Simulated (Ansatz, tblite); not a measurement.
Loss of HF: C2H3ClF2 → C2H2ClF + HF

Species: C2H3ClF2 `FCC(F)Cl`, singlet; C2H2ClF `F/C=C/Cl`, singlet; HF (hydrogen fluoride), singlet. 

Shapes, held fixed at every level: PBE0-D4/def2-TZVP. Flexible molecules stand in one conformer, not always the lowest. Programs: Ansatz 0.2.0, tblite 0.8.0. The zero-point and thermal change to 298 K, harmonic and unscaled (PBE0-D4/def2-TZVP), is -12.5 kJ/mol.

| level | kind | ΔH(298 K) (kJ/mol) | less CCSD(T)/CBS estimate |
| --- | --- | --- | --- |
| GFN2-xTB | semi-empirical | +108.8 | +52.6 |
| HF/def2-TZVPP | Hartree–Fock | +64.1 | +7.9 |
| SPW92/def2-TZVPP | LDA | +92.3 | +36.1 |
| r2SCAN-D4/def2-TZVPP | meta-GGA | +72.1 | +15.9 |
| r2SCAN0-D4/def2-TZVPP | global hybrid | +76.6 | +20.4 |
| wB97X-V/def2-TZVPP | range-separated hybrid | +79.8 | +23.6 |
| MP2/def2-SVP | perturbation theory | +73.4 | +17.2 |
| CCSD/def2-TZVPP | coupled cluster or CI | +60.1 | +3.9 |
| CCSD(T)/CBS estimate | coupled cluster or CI | +56.2 | 0.0 |

The highest level, CCSD(T)/CBS estimate, gives ΔH(298 K) = +56.2 kJ/mol; the levels span +56.2 to +108.8. The column of differences is taken from that level and isn't an error. No measured value is set beside it here. The CBS estimate extrapolates MP2 from def2-TZVPP and def2-QZVPP and adds CCSD(T) − MP2 in the triple-zeta set, cores frozen.

Every level makes the loss of HF endothermic, with +56.2 kJ/mol at the highest. The reaction gives up a C–F and a C–H σ bond for a C=C π bond and H–F. The exceptionally strong H–F bond repays much of the cost, but the π bond is too weak to cover the rest. Since one molecule becomes two, entropy favours elimination increasingly as the temperature rises.

The sign is therefore secure, but the magnitude is not: σ and π bonds are exchanged, so errors in their correlation energies cancel only partly. Hartree–Fock, at +64.1 kJ/mol, lies closer to the coupled-cluster values than any of the density functionals, which probably reflects such cancellation rather than a sound description of the bonds. Adding exact exchange to r2SCAN moves the result further from the reference, not towards it.

The alkene here is the trans isomer, whereas the cis form of 1-chloro-2-fluoroethene is known to be slightly more stable, so elimination to that isomer should cost somewhat less. The reaction enthalpy alone doesn't show whether HF loss outpaces the competing loss of HCl.
